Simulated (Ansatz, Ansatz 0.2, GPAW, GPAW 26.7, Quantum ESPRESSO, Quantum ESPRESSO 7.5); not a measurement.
# Work function of clean Rh(100): LDA and PBE slabs against a second-hand reference

## Experimental context

The reference is a work function of 5.11 eV for the clean Rh(100) face, tabulated from earlier experiments in "Properties of real metallic surfaces: Effects of density functional semilocality and van der Waals nonlocality" (2017, arXiv:1702.08515). The method, sample and temperature are not given with the value. A work function is the energy needed to take an electron from the Fermi level to just outside the surface, and it responds to steps and to adsorbed hydrogen, carbon monoxide or oxygen. I have a reservation of my own: this is a widely quoted older single-crystal value, reached here at second hand, and to my knowledge it lies at the low end of the determinations, with a somewhat higher value recommended since. I therefore use it as a reference with an open question attached. Layer spacings and the surface energy are not compared here.

| compared with | measured | method |
| --- | --- | --- |
| work function of the clean Rh(100) face (eV) | 5.11 | compiled from earlier experiments; the method is not given with the … |

Conditions are those given with the value in the passage it was taken from; "not stated" means there, and the paper may say more elsewhere. The values are a selection: others may have been left out beforehand as unlike or outlying.

## Aim and plan

I want the cheapest level of theory that gives the work function of clean Rh(100) within 0.3 eV of the reference. That is about the usual distance between LDA and PBE work functions, so the target asks for a sensible choice of functional without demanding more than semilocal theory can normally deliver. It is also fine enough for the result to be of use in judging sizeable shifts caused by adsorbates.

The model is a symmetric, nonmagnetic slab with an ideal 1x1 termination, cut from fcc Rh at the handbook lattice constant of 3.80 Å. The work function is the vacuum level less the Fermi level. Thermal motion is absent; I expect it to matter by some hundredths of an eV, well below the target.

I begin with LDA on a thin slab with a coarse mesh and a low cutoff. Better settings come next, then a gradient-corrected functional and surface relaxation if the numbers call for them. The level on which the verdict rests gets a check of its own.

System: clean Rh(100) surface; fcc Rh, a = 3.80 A (handbook value rounded to two decimals); symmetric slab of 8 layers, 16 A of vacuum.

## 1. A thin LDA slab

Four layers, a 6x6 mesh and a 250 eV cutoff make a very light calculation. The work function depends on the surface dipole and the Fermi level, and both can be off in so thin a film, so I take this as a first estimate. LDA usually gives larger work functions than PBE, and I expect a value above the reference.

**Run 1.** Ansatz 0.2: LDA, bulk-cut slab at the handbook lattice constant, 4 layers, 6x6 mesh, 250 eV.

Key lines of the input:
```
crystal:
  lattice:
    - [2.6870057685, 0.0, 0.0]
    - [0.0, 2.6870057685, 0.0]
    - [0.0, 0.0, 21.7]
  atoms:
    - { symbol: Rh, position: [0.0, 0.0, 0.3686635945] }
    - { symbol: Rh, position: [0.5, 0.5, 0.4562211982] }
    - { symbol: Rh, position: [0.0, 0.0, 0.5437788018] }
    - { symbol: Rh, position: [0.5, 0.5, 0.6313364055] }
hamiltonian:
  xc: lda
kpoints:
  mp_grid: { grid: [6, 6, 1] }
scf:
  occupations: { method: methfessel_paxton, width: 0.1 }
  convergence: { dr2_threshold: 1.0e-09 }
efield:
  axis: 3
  dipole_correction: true
basis:
  ecutwfc: "250 eV"
```

Command:
```
ansatz run input.yaml --threads 2 --pin off --max-ram 4096MiB --backend cpu --events-out ev --progress --plain --runs-dir out
```

Selected lines of the output:
```
Work function:   Φ+ = 5.4333 eV   Φ− = 5.4334 eV
```

Converged; 2.3 s on 2 cores of Arm Neoverse V2, shared host. Warnings: cutoff_below_recommended (cutoff below the recommended one); vacuum_density_over_bound (the vacuum at the dipole layer isn't empty at the close); xc_potential_rough_in_thin_density (in short: The exchange-correlation potential varies sharply where the density is thin, so no vacuum level should be read from v_tot or v_xc; the notice says which field, if any, gives one).

| quantity | run 1 | measured | deviation |
| --- | --- | --- | --- |
| work function of the clean Rh(100) face (eV) | 5.433 | 5.11 | +0.323 |
| lattice constant a used for the slab (Å) | 3.800 |  |  |

The thin film gives 5.433 eV, which is 0.323 eV above the reference and a narrow miss of the target. The margin is too thin to judge LDA on, particularly with four layers and a coarse mesh. The two faces agree, but the symmetry of the slab requires that and it says nothing about convergence.

Three warnings came with the run. The cutoff is below the recommended one, which I chose knowingly for a first estimate. The vacuum at the dipole layer is not quite empty, so the vacuum level deserves another look at better settings. The third advises against reading a vacuum level from the total or exchange-correlation potential, because the latter varies sharply where the density is thin; I use the work function that the program evaluates itself and take no level from those two fields.

## 2. LDA with a proper slab

Before changing the functional I want to know what LDA itself gives. I keep the bulk-cut geometry and go to eight layers, a 14x14 mesh and the default cutoff. The first run took only seconds, so this step is easily afforded. A shift of several hundredths of an eV in either direction would not surprise me, and with the first value so near the limit that could settle the matter either way.

**Run 2.** Ansatz 0.2: LDA, bulk-cut slab at the handbook lattice constant; 8 layers, 16 A vacuum, 14x14 mesh, default cutoff, MP smearing 0.1 eV.

Key lines of the input:
```
crystal:
  lattice:
    - [2.6870057685, 0.0, 0.0]
    - [0.0, 2.6870057685, 0.0]
    - [0.0, 0.0, 29.3]
  atoms:
    - { symbol: Rh, position: [0.0, 0.0, 0.2730375427] }
    - { symbol: Rh, position: [0.5, 0.5, 0.337883959] }
    # ... 2 more lines ...
    - { symbol: Rh, position: [0.0, 0.0, 0.5324232082] }
    - { symbol: Rh, position: [0.5, 0.5, 0.5972696246] }
    - { symbol: Rh, position: [0.0, 0.0, 0.662116041] }
    - { symbol: Rh, position: [0.5, 0.5, 0.7269624573] }
hamiltonian:
  xc: lda
kpoints:
  mp_grid: { grid: [14, 14, 1] }
scf:
  occupations: { method: methfessel_paxton, width: 0.1 }
  convergence: { dr2_threshold: 1.0e-09 }
efield:
  axis: 3
  dipole_correction: true
# cutoff taken by the program: 420 eV
```

Selected lines of the output:
```
Work function:   Φ+ = 5.4651 eV   Φ− = 5.4652 eV
```

Converged; 45 s, same machine. Warnings: xc_potential_rough_in_thin_density.

| quantity | run 2 | measured | deviation |
| --- | --- | --- | --- |
| work function of the clean Rh(100) face (eV) | 5.465 | 5.11 | +0.355 |
| lattice constant a used for the slab (Å) | 3.800 |  |  |

The better converged LDA slab gives 5.465 eV, 0.032 eV higher than the thin film and 0.355 eV above the reference. Thickness, mesh and cutoff all changed together, so the small shift cannot be assigned to any one of them. The warnings about the cutoff and the vacuum at the dipole layer are gone. LDA on the bulk-cut slab misses the target, and the better settings have moved it slightly further away.

## 3. PBE on the same slab

The next step is the functional alone: PBE with the same atoms, mesh and smearing. A semilocal functional of this kind should cost about as much as LDA. PBE work functions usually lie roughly 0.3 eV below those of LDA, which would bring the value close to 5.2 eV and inside the target.

**Run 3.** Ansatz 0.2: PBE, bulk-cut slab at the handbook lattice constant; 8 layers, 16 A vacuum, 14x14 mesh, default cutoff, MP smearing 0.1 eV.

Key lines of the input, as changed from run 2:
```diff
  hamiltonian:
-   xc: lda
+   xc: pbe
```

Selected lines of the output:
```
Work function:   Φ+ = 5.0829 eV   Φ− = 5.0828 eV
```

Converged; 44 s, same machine. Warnings: xc_potential_rough_in_thin_density.

| quantity | run 3 | measured | deviation |
| --- | --- | --- | --- |
| work function of the clean Rh(100) face (eV) | 5.083 | 5.11 | −0.027 |
| lattice constant a used for the slab (Å) | 3.800 |  |  |

PBE gives 5.083 eV, 0.027 eV below the reference and well inside the target. Only the functional changed, so the drop of 0.382 eV from LDA belongs to it; it is somewhat larger than the 0.3 eV I had allowed. The run took practically as long as its LDA counterpart. With a reference that may lie low, I read the small deviation as meeting the target and not as a measure of the accuracy of PBE.

## 4. Mesh, cutoff and relaxation

PBE on the bulk-cut slab is now the candidate, and I test it in three separate ways: a 24x24 mesh, a 600 eV cutoff, and relaxation of the outer layers with the middle ones held fixed. The first two examine the numerical settings, the third the assumption that the surface atoms stay at their bulk positions. Relaxation is the dearest of the three because it needs forces and several geometries. On this close-packed metal I expect a slight contraction of the first spacing and changes in the work function of a few hundredths of an eV at most.

**Run 4.** Ansatz 0.2: PBE, bulk-cut slab, with 24x24 mesh (base case: bulk-cut slab at the handbook lattice constant; 8 layers, 16 A vacuum, 14x14 mesh, default cutoff, MP smearing 0.1 eV).

Key lines of the input, as changed from run 3:
```diff
  kpoints:
-   mp_grid: { grid: [14, 14, 1] }
+   mp_grid: { grid: [24, 24, 1] }
```

Selected lines of the output:
```
Work function:   Φ+ = 5.0797 eV   Φ− = 5.0796 eV
```

Converged; 1.8 min on 2 cores of Intel Xeon Platinum 8175M at 2.50GHz (Skylake/Cascade Lake), shared host. Warnings: xc_potential_rough_in_thin_density.

**Run 5.** Ansatz 0.2: PBE, bulk-cut slab, with 600 eV cutoff (base case: bulk-cut slab at the handbook lattice constant; 8 layers, 16 A vacuum, 14x14 mesh, default cutoff, MP smearing 0.1 eV).

Key lines of the input, as changed from run 3:
```diff
- # cutoff taken by the program: 420 eV
+ basis:
+   ecutwfc: "600 eV"
```

Selected lines of the output:
```
Work function:   Φ+ = 5.0831 eV   Φ− = 5.0831 eV
```

Converged; 64 s, same machine. Warnings: xc_potential_rough_in_thin_density.

**Run 6.** Ansatz 0.2: PBE, relaxed with the middle layers fixed at the handbook lattice constant; 8 layers, 16 A vacuum, 14x14 mesh, default cutoff, MP smearing 0.1 eV.

Key lines of the input, as changed from run 3:
```diff
+ relax:
+   f_tol: 0.01
+   max_steps: 40
+   constraints: [{ sites: [3, 4] }]
```

Selected lines of the output:
```
Work function:   Φ+ = 5.0914 eV   Φ− = 5.0918 eV
```

Converged; 1.8 min on 2 cores of Arm Neoverse V2, shared host. Warnings: xc_potential_rough_in_thin_density.

| quantity | run 4 | run 5 | run 6 | measured |
| --- | --- | --- | --- | --- |
| work function of the clean Rh(100) face (eV) | 5.080 | 5.083 | 5.091 | 5.11 |
| change of the first interlayer spacing from the bulk spacing (%) | – | – | −2.51 |  |
| change of the second interlayer spacing from the bulk spacing (%) | – | – | 1.589 |  |
| lattice constant a used for the slab (Å) | 3.800 | 3.800 | 3.800 |  |

None of the three tests moves the work function by as much as 0.01 eV. The denser mesh lowers it by 0.003 eV, the higher cutoff changes it by only 0.0002 eV, and relaxation raises it by 0.008 eV to 5.091 eV. The bulk-cut PBE slab therefore holds up in mesh, cutoff and surface geometry. Slab thickness has still to be examined at the PBE level. Relaxation was not clearly the dearest test after all: it took 1.8 min, as did the denser mesh, though on a different machine.

The relaxed surface contracts its first spacing by 2.51 % and widens the second by 1.589 %. The contraction has the sign I expected. These spacings belong to a slab held at the handbook lattice constant, whereas PBE usually prefers a slightly larger cell for such metals. The resulting stress in the interior would push layers apart along the normal and may contribute to the widening, so I do not take the percentages as the relaxation of an unstrained PBE crystal. For the work function the whole displacement hardly matters.

## 5. Thickness and an independent program

Two doubts remain about the PBE value. The first is slab thickness, since a metal film can shift its Fermi level with the number of layers; I repeat the bulk-cut slab with twelve layers. The second is the potentials and the program, which all the PBE runs so far have in common. For that I compute the relaxed geometry in Quantum ESPRESSO with GBRV ultrasoft pseudopotentials, to be compared with the relaxed value of 5.091 eV. I expect both to agree with their counterparts within several hundredths of an eV.

**Run 7.** Ansatz 0.2: PBE, bulk-cut slab, with 12 layers (base case: bulk-cut slab at the handbook lattice constant; 8 layers, 16 A vacuum, 14x14 mesh, default cutoff, MP smearing 0.1 eV).

Key lines of the input:
```
crystal:
  lattice:
    - [2.6870057685, 0.0, 0.0]
    - [0.0, 2.6870057685, 0.0]
    - [0.0, 0.0, 36.9]
  atoms:
    - { symbol: Rh, position: [0.0, 0.0, 0.216802168] }
    - { symbol: Rh, position: [0.5, 0.5, 0.2682926829] }
    # ... 6 more lines ...
    - { symbol: Rh, position: [0.0, 0.0, 0.6287262873] }
    - { symbol: Rh, position: [0.5, 0.5, 0.6802168022] }
    - { symbol: Rh, position: [0.0, 0.0, 0.7317073171] }
    - { symbol: Rh, position: [0.5, 0.5, 0.783197832] }
hamiltonian:
  xc: pbe
kpoints:
  mp_grid: { grid: [14, 14, 1] }
scf:
  occupations: { method: methfessel_paxton, width: 0.1 }
  convergence: { dr2_threshold: 1.0e-09 }
efield:
  axis: 3
  dipole_correction: true
# cutoff taken by the program: 420 eV
```

Selected lines of the output:
```
Work function:   Φ+ = 5.0897 eV   Φ− = 5.0893 eV
```

Converged; 79 s on 2 cores of Intel Xeon Platinum 8175M at 2.50GHz (Skylake/Cascade Lake), shared host. Warnings: xc_potential_rough_in_thin_density.

**Run 8.** Quantum ESPRESSO 7.5: PBE, GBRV ultrasoft pseudopotentials, on the PBE-relaxed geometry; 8 layers, 16 A vacuum, 14x14 mesh, cold smearing 0.02 Ry.

Key lines of the input:
```
&control
  calculation = 'scf'
/
&system
  ibrav = 0
  nat = 8
  ntyp = 1
  ecutwfc = 40
  ecutrho = 200
  occupations = 'smearing'
  smearing = 'mv'
  degauss = 0.02
/
&electrons
  conv_thr = 1e-07
  mixing_beta = 0.4
  electron_maxstep = 120
  mixing_mode = 'local-TF'
/
ATOMIC_SPECIES
  Rh  102.9055  rh_pbe_v1.4.uspp.F.UPF
CELL_PARAMETERS angstrom
  2.68700576850000 0.00000000000000 0.00000000000000
  0.00000000000000 2.68700576850000 0.00000000000000
  0.00000000000000 0.00000000000000 29.30000000000000
ATOMIC_POSITIONS crystal
  Rh  0.000000000000 0.000000000000 0.272387837800
  Rh  0.500000000000 0.500000000000 0.335607674578
  ... 2 more lines ...
  Rh  0.000000000000 0.000000000000 0.532423208200
  Rh  0.500000000000 0.500000000000 0.598515473291
  Rh  -0.000000000000 0.000000000000 0.664392337293
  Rh  0.500000000000 0.500000000000 0.727612178002
K_POINTS automatic
  14 14 1 0 0 0
```

Selected lines of the output and, marked #, of the analysis:
```
# read off the planar mean of calc.pot.dat: phi_minus = 5.0849 eV
```

Converged; 7.6 min on 2 cores of Arm Neoverse N1, shared host. Warnings: large negative density.

| quantity | run 7 | run 8 | measured |
| --- | --- | --- | --- |
| work function of the clean Rh(100) face (eV) | 5.090 | 5.085 | 5.11 |
| lattice constant a used for the slab (Å) | 3.800 | 3.800 |  |

With twelve layers the bulk-cut slab gives 5.090 eV, 0.007 eV above the value for eight. Eight layers are therefore thick enough for this target.

Quantum ESPRESSO with the GBRV potentials gives 5.085 eV on the relaxed geometry, against 5.091 eV before. Program, potentials, basis and smearing all differ between these two runs, so the agreement supports the PBE value as a whole and does not test each ingredient separately. The second program warns of a large negative density. Its origin is not shown in this report, but the work function shows no disagreement that would point to a serious effect.

## Overview

| run | settings | work function of the clean Rh(100) face (eV) | deviation | cost |
| --- | --- | --- | --- | --- |
| 1 | Ansatz: LDA, bulk-cut slab at the handbook lattice constant, 4 layers, 6x6 mesh, 250 eV | 5.433 | +0.323 | under 1 core-min |
| 2 | Ansatz: LDA, bulk-cut slab at the handbook lattice constant, 8 layers, 16 A vacuum, 14x14 mesh, default cutoff, MP smearing 0.1 eV | 5.465 | +0.355 | 89 core-s |
| 3 | Ansatz: PBE, bulk-cut slab at the handbook lattice constant, 8 layers, 16 A vacuum, 14x14 mesh, default cutoff, MP smearing 0.1 eV | 5.083 | −0.027 | 89 core-s |
| 4 | Ansatz: PBE, bulk-cut slab | 5.080 | −0.030 | 3.6 core-min |
| 5 | Ansatz: PBE, bulk-cut slab | 5.083 | −0.027 | 2.1 core-min |
| 6 | Ansatz: PBE, relaxed with the middle layers fixed at the handbook lattice constant, 8 layers, 16 A vacuum, 14x14 mesh, default cutoff, MP smearing 0.1 eV | 5.091 | −0.019 | 3.6 core-min |
| 7 | Ansatz: PBE, bulk-cut slab | 5.090 | −0.020 | 2.6 core-min |
| 8 | Quantum ESPRESSO: PBE, GBRV ultrasoft pseudopotentials, on the PBE-relaxed geometry, 8 layers, 16 A vacuum, 14x14 mesh, cold smearing 0.02 Ry | 5.085 | −0.025 | 15 core-min |
|  | measured | 5.11 |  |  |

Further runs on the same system, made beside this series (convergence steps with loose settings among them):

| further | settings | work function of the clean Rh(100) face (eV) | deviation | cost | status |
| --- | --- | --- | --- | --- | --- |
| F1 | Ansatz: HSE06, bulk-cut slab of 5 layers, 13 A vacuum, 8x8 mesh, Fermi-Dirac 0.1 eV | 5.199 | +0.089 | 3.4 core-min | warnings: filled_band_counts_differ_across_k_points (k-points fill unequal …; vacuum_density_over_bound (the vacuum at the dipole layer isn't empty …; xc_potential_rough_in_thin_density |
| F2 | Ansatz: r2SCAN, single point on the PBE-relaxed geometry, 8 layers, 16 A vacuum, 14x14 mesh, default cutoff, MP smearing 0.1 eV | 5.108 | −0.002 | 3.6 core-min | warnings: xc_potential_rough_in_thin_density |
| F3 | Ansatz: PBE with spin-orbit coupling on the PBE-relaxed geometry, 8 layers, 16 A vacuum, 14x14 mesh, default cutoff, MP smearing 0.1 eV | 5.082 | −0.028 | 10 core-min | warnings: xc_potential_rough_in_thin_density |
| F4 | Ansatz: PBEsol, single point on the PBE-relaxed geometry, 8 layers, 16 A vacuum, 14x14 mesh, default cutoff, MP smearing 0.1 eV | 5.214 | +0.104 | 93 core-s | warnings: xc_potential_rough_in_thin_density |
| F5 | Ansatz: PBEsol, bulk cell relaxed first, slab built at that lattice constant and its relaxed with the middle layers fixed, 8 layers, 16 A vacuum, 14x14 mesh, default cutoff, MP smearing 0.1 eV | 5.227 | +0.117 | 4.2 core-min | warnings: published_levels_not_confirmed; stress_scf_threshold_loose (a loose SCF threshold for stresses); xc_potential_rough_in_thin_density |
| F6 | Quantum ESPRESSO: PBEsol, GBRV ultrasoft pseudopotentials, on the PBE-relaxed geometry, 8 layers, 16 A vacuum, 14x14 mesh, cold smearing 0.02 Ry | 5.210 | +0.100 | 15 core-min | warnings: large negative density |
| F7 | Ansatz: RPBE, single point on the PBE-relaxed geometry, 8 layers, 16 A vacuum, 14x14 mesh, default cutoff, MP smearing 0.1 eV | 4.912 | −0.198 | 90 core-s | warnings: xc_potential_rough_in_thin_density |
| F8 | Ansatz: PBE, bulk cell relaxed first, slab built at that lattice constant and its relaxed with the middle layers fixed, 8 layers, 16 A vacuum, 14x14 mesh, default cutoff, MP smearing 0.1 eV | 5.091 | −0.019 | 4 core-min | warnings: stress_scf_threshold_loose (a loose SCF threshold for stresses); xc_potential_rough_in_thin_density |
| F9 | GPAW: PBE, atomic-orbital basis dzp, bulk-cut slab of 8 layers at the handbook lattice constant, 6x6 mesh | 5.031 | −0.079 | 19 core-min |  |
|  | measured | 5.11 |  |  |  |

## Assessment

The bulk-cut PBE slab of eight layers gives 5.083 eV, 0.027 eV below the reference and within the 0.3 eV target, for 89 core-seconds. It is the cheapest PBE run shown here; whether a thinner PBE slab or a coarser mesh in the same program would also serve is not shown in this report. The verdict depends on a second-hand value which I suspect of being low. Measurements of one face commonly scatter by 0.1 to 0.2 eV; a reference higher by that much would still leave PBE inside the target.

LDA on the same slab lies 0.355 eV too high. This is a narrow miss, which a somewhat higher reference would reverse, so I cannot firmly exclude LDA, even on the thin film.

The change of functional was the decisive step. Mesh, cutoff, thickness and relaxation each moved the PBE value by less than 0.01 eV, and Quantum ESPRESSO with other potentials agreed equally well. The further GPAW run, with an atomic-orbital basis and a 6x6 mesh, gives 5.031 eV, roughly 0.05 eV lower than the bulk-cut value and still inside the target; program, basis and mesh differ together there, so the shift cannot be assigned. Separate checks of the vacuum width and of the smearing are not shown in this report. The higher cutoff gained practically nothing. Among the further runs, relaxing the PBE slab at its own lattice constant again gives 5.091 eV, and spin-orbit coupling on the relaxed geometry gives 5.082 eV against 5.091 eV without it.

The numerical agreement is sound, but the closeness to experiment depends on the functional: on the PBE-relaxed geometry, RPBE gives 4.912 eV, r2SCAN 5.108 eV and PBEsol 5.214 eV. All three meet the target against this reference, though a reference higher by 0.1 to 0.2 eV would bring RPBE to the limit or beyond it. So uncertain a value cannot firmly rank these three or PBE, and the near-exact r2SCAN value is no proof of greater accuracy.

The remaining PBE deviation of two or three hundredths of an eV is too small to assign a cause. Thermal motion could matter by as much, while steps or adsorbates on the measured crystal could matter more. What could not be settled is the reference itself.

[Logs are printed without paths, hosts, clocks, repeated set-up lines and the standing remarks that a program may print on its own settings, such as how far it seeks lower states.]

[The runs shown are a pick from a larger set of finished runs; failed, doubtful and other runs were left out of it ahead of writing. So were measured values far from every level or from commonly accepted values, and agreement can look better than it is. Lines of input and output are excerpts and may be shortened.]
